**Q:** I have the levels of Bi₂Te₃ at six points of the mesh, from an all-electron calculation without spin-orbit coupling. Can they tell me the levels at the zone centre Γ, where all three coordinates are zero?

Kohn-Sham levels of Bi₂Te₃ (R-3m, 5-atom cell) at points of a 7x7x7 k mesh, computed with FLEUR MaX-R8.1 (patched build s14): all-electron FLAPW, WC functional, no spin polarisation, no spin-orbit coupling, Kmax 3.8 1/bohr, Fermi-Dirac smearing of 0.05 eV. Energies are counted from the valence top, and levels are numbered outwards from the gap.

| point a (reciprocal cell vector) | point b (reciprocal cell vector) | point c (reciprocal cell vector) | level point (row) | level under 4 (eV) | level under 3 (eV) | level under 2 (eV) | level under 1 (eV) | level over 1 (eV) | level over 2 (eV) |
| --- | --- | --- | --- | --- | --- | --- | --- | --- | --- |
| 0.0000 | 0.0000 | 0.0000 | ? | ? | ? | ? | ? | ? | ? |
| 0.0000 | 0.1429 | 0.1429 | 2 | -1.551 | -1.107 | -0.863 | -0.450 | 0.992 | 1.162 |
| 0.0000 | 0.2857 | 0.2857 | 3 | -2.014 | -1.519 | -1.487 | -1.324 | 1.568 | 1.848 |
| 0.1429 | 0.1429 | 0.2857 | 4 | -1.432 | -0.985 | -0.952 | -0.707 | 1.100 | 1.369 |
| 0.1429 | 0.2857 | 0.2857 | 5 | -1.699 | -0.950 | -0.623 | -0.476 | 0.775 | 1.005 |
| 0.2857 | 0.2857 | 0.2857 | 6 | -1.510 | -1.002 | -1.002 | -0.330 | 0.623 | 0.897 |
| 0.4286 | 0.4286 | 0.4286 | 7 | -1.413 | -1.115 | -1.115 | -0.446 | 0.791 | 1.093 |

**A:** Start with points 6 and 7, where the three coordinates are equal. They lie on the threefold axis, along which the crystal is a stack of five-atom packets, Te-Bi-Te-Bi-Te. Energies count from the valence top; "level under 1" is the highest valence level and "level over 1" the lowest conduction level. Which way do these two move from point 7 to point 6, towards Γ?

**Q:** The valence level rises and the conduction level falls. Why should they move in opposite directions?

**A:** At Γ all packets carry the same phase. If a packet's state is even under inversion, its outer lobes then meet those of the next packet with equal sign. That contact is bonding and lowers the level; for an odd state it is antibonding and raises it. The directions suggest an odd valence state and an even conduction state, a symmetry argument that I haven't checked against the computed wave functions.

**Q:** And the second and third valence levels, which coincide at both axis points?

**A:** Threefold rotation and the mirror planes make the two in-plane p directions equivalent on the axis, so such states come in pairs. Γ keeps these symmetries, so the pair must survive there. Spin-orbit coupling would split it.

**Q:** How do I get from directions to energies?

**A:** Each packet couples to the one above and the one below, with opposite phases that add up to a cosine. With $t$ the common coordinate on the axis,

$$E(t)=a+b\cos 2\pi t .$$

Points 6 and 7, at $t=2/7$ and $3/7$, fix $a$ and $b$ for each level, provided that it stays on one branch all the way to Γ. The step from point 6 to Γ is then 1.8 times the change from point 7 to point 6. The pair rises by 0.113 eV between the known points, so at Γ I expect $-1.002+1.8\times0.113\approx-0.80$ eV.

**Q:** For the two edge levels the same recipe gives −0.12 and 0.32 eV. Do you accept those?

**A:** No, I shift them. The run reports that the smallest gap on its mesh, 0.23 eV, is direct: both band edges lie at one point, and none of the six holds them. Since both edges close in towards Γ, I place the gap there, though another mesh point could hold it. This forecasts where the edges lie; their energies come from the run's own summary. My forecasts for Γ are:

- highest valence level: 0.00 eV, range −0.15 to 0.00;
- lowest conduction level: 0.23 eV, range 0.23 to 0.45;
- second and third valence levels: an exact pair at −0.80 ± 0.30 eV;
- fourth valence level: −1.68 ± 0.30 eV;
- second conduction level: 0.54 ± 0.30 eV.

The ranges are judgement. Two points that fix two constants leave no third to test the curve.

The withheld rows as computed:

| point a (reciprocal cell vector) | point b (reciprocal cell vector) | point c (reciprocal cell vector) | level point (row) | level under 4 (eV) | level under 3 (eV) | level under 2 (eV) | level under 1 (eV) | level over 1 (eV) | level over 2 (eV) |
| --- | --- | --- | --- | --- | --- | --- | --- | --- | --- |
| 0.0000 | 0.0000 | 0.0000 | 1 | -1.686 | -0.843 | -0.843 | 0.000 | 0.230 | 0.645 |

**Q:** The gap is at Γ, and the pair is there too. Where were you off?

**A:** The pair lies 0.04 eV lower than I said and the second conduction level 0.10 eV higher, both well inside their ranges. The fourth valence level agrees far better than so crude a curve deserves, so I draw nothing from that. The edges confirm the place I chose for them. The cosine alone would have given a gap of 0.44 eV, nearly twice the computed one.

**Q:** Why does the cosine make the gap too wide?

**A:** My guess follows from the parities. At Γ an even and an odd state cannot mix. Between Γ and the zone boundary they can, and mixing pushes them apart. The repulsion should be strong at point 6 and weaker at point 7, which hides part of the closing between them. The cosine then carries too small a slope on to Γ, where these two states no longer repel each other. The misses have the signs this would give: the valence level comes out too low and the conduction level too high.

**Q:** Would all six points have served better than two?

**A:** For the conduction edge, much worse. I fitted each edge level at all six points with one cosine term between packets and one within the layers. For the conduction level at Γ this gives 0.69 eV, too high by 0.46 eV. Leaving out one known point at a time had suggested a typical error of only 0.19 eV; the printed analysis has the details.

**Q:** What did that test overlook?

**A:** The valley itself. Between Γ and point 2, off the axis, the lowest conduction level climbs from 0.23 to 0.99 eV, far more steeply than the fitted curve allows. Along the axis the fit is nearly flat, although the level falls from point 7 to point 6, because the points off the axis don't follow that trend. No known point lay near the bottom, so leaving points out could not reveal it.

**Q:** So can I use 0.23 eV as the gap of the material?

**A:** No. In real Bi₂Te₃ spin-orbit coupling inverts the order of the states at Γ and moves the band edges away from it. Compute the symmetry points directly instead of interpolating to them, and for elements this heavy switch on spin-orbit coupling. In Bi₂Te₃, then search the mirror planes of the zone on a fine mesh, not only the surroundings of Γ, before you quote a gap.

Output of the analysis:

```
change from point 7 to 6, highest valence level, eV: 0.116
change from point 7 to 6, valence pair, eV: 0.113
change from point 7 to 6, fourth valence level, eV: -0.097
change from point 7 to 6, lowest conduction level, eV: -0.168
change from point 7 to 6, second conduction level, eV: -0.196
factor from that change to the step from point 6 to the centre: 1.801
vertical gap at point 6, eV: 0.953
cosine value at centre, highest valence level, eV: -0.121
cosine value at centre, valence pair, eV: -0.7984
cosine value at centre, fourth valence level, eV: -1.685
cosine value at centre, lowest conduction level, eV: 0.3204
cosine value at centre, second conduction level, eV: 0.5439
cosine vertical gap at centre, eV: 0.4414
computed vertical gap at centre, eV: 0.23
cosine less computed, highest valence level, eV: -0.121
cosine less computed, lowest conduction level, eV: 0.09037
forecast less computed, highest valence level, eV: 0
forecast less computed, lowest conduction level, eV: 0
forecast less computed, second valence level, eV: 0.04455
forecast less computed, third valence level, eV: 0.04455
forecast less computed, fourth valence level, eV: 0.001267
forecast less computed, second conduction level, eV: -0.1011
fit of level_under_1 on 6 rows: constant -0.1271 +/- 0.14, coefficient of u -0.1617 +/- 0.1, coefficient of v -1.298 +/- 0.2; rms 0.0822, worst 0.1429 0.148, leave-one-out rms 0.126
  rows outside the fit (model, value, miss): 0.0 -0.1271, 0, -0.127
fit of level_over_1 on 6 rows: constant 0.6898 +/- 0.18, coefficient of u 0.00729 +/- 0.14, coefficient of v 1.064 +/- 0.26; rms 0.107, worst 0.1429 0.189, leave-one-out rms 0.19
  rows outside the fit (model, value, miss): 0.0 0.6898, 0.23, 0.46
```
